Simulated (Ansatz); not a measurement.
## Strength of the C–C bond: C2H2F4 → 2 CHF2

Species: C2H2F4 (1,1,2,2-tetrafluoroethane) `FC(F)C(F)F`, singlet; CHF2 (difluoromethyl radical) `F[CH]F`, doublet. 

Shapes, held fixed at every level: PBE0-D4/def2-TZVP. Flexible molecules stand in one conformer, not always the lowest. Programs: Ansatz 0.2.0. The zero-point and thermal change to 298 K, harmonic and unscaled (PBE0-D4/def2-TZVP), is -15.8 kJ/mol.

**Question.** Estimate ΔH(298 K) of this reaction.

**Answer.** The highest level, CCSD(T)/CBS estimate, gives ΔH(298 K) = +392.9 kJ/mol; the levels span +272.4 to +426.7. The column of differences is taken from that level and isn't an error. Hartree–Fock misses the correlation of the pair that is broken and comes out low. No measured value is set beside it here. Open shells run unrestricted unless RO is named. The CBS estimate extrapolates MP2 from def2-TZVPP and def2-QZVPP and adds CCSD(T) − MP2 in the triple-zeta set, cores frozen.

```json
{"level": "HF/def2-TZVPP", "kind": "Hartree–Fock", "ΔH(298 K) (kJ/mol)": "+272.4", "less CCSD(T)/CBS estimate": "-120.5"}
{"level": "SPW92/def2-TZVPP", "kind": "LDA", "ΔH(298 K) (kJ/mol)": "+426.7", "less CCSD(T)/CBS estimate": "+33.8"}
{"level": "r2SCAN0-D4/def2-TZVPP", "kind": "global hybrid", "ΔH(298 K) (kJ/mol)": "+352.1", "less CCSD(T)/CBS estimate": "-40.8"}
{"level": "wB97X-V/def2-TZVPP", "kind": "range-separated hybrid", "ΔH(298 K) (kJ/mol)": "+383.1", "less CCSD(T)/CBS estimate": "-9.8"}
{"level": "MP2/def2-SVP", "kind": "perturbation theory", "ΔH(298 K) (kJ/mol)": "+389.6", "less CCSD(T)/CBS estimate": "-3.3"}
{"level": "CCSD/def2-TZVPP", "kind": "coupled cluster or CI", "ΔH(298 K) (kJ/mol)": "+376.6", "less CCSD(T)/CBS estimate": "-16.3"}
{"level": "CCSD(T)/CBS estimate", "kind": "coupled cluster or CI", "ΔH(298 K) (kJ/mol)": "+392.9", "less CCSD(T)/CBS estimate": "0.0"}
```

Breaking the C–C bond is strongly endothermic at every level, and the best estimate of +392.9 kJ/mol is typical of a robust carbon–carbon single bond. The cost is that of uncoupling a σ pair with no new bond formed in return. Each CHF2 fragment recovers little of it: its unpaired electron stays largely on a pyramidal carbon, in an orbital given s character by the electronegative fluorines and only modestly stabilised by their lone pairs. The negative thermal term reflects vibrations of the parent that become free translation and rotation of the fragments, which lowers the zero-point energy.

MP2/def2-SVP lies only 3.3 kJ/mol below the reference, closer than CCSD in a larger basis, which probably reflects cancellation between basis-set and correlation errors rather than greater reliability. The 16.3 kJ/mol shortfall of CCSD combines missing triples with basis incompleteness, so it can't be assigned to either alone. Whether fluorination strengthens or weakens the bond remains open without the same reaction for ethane.
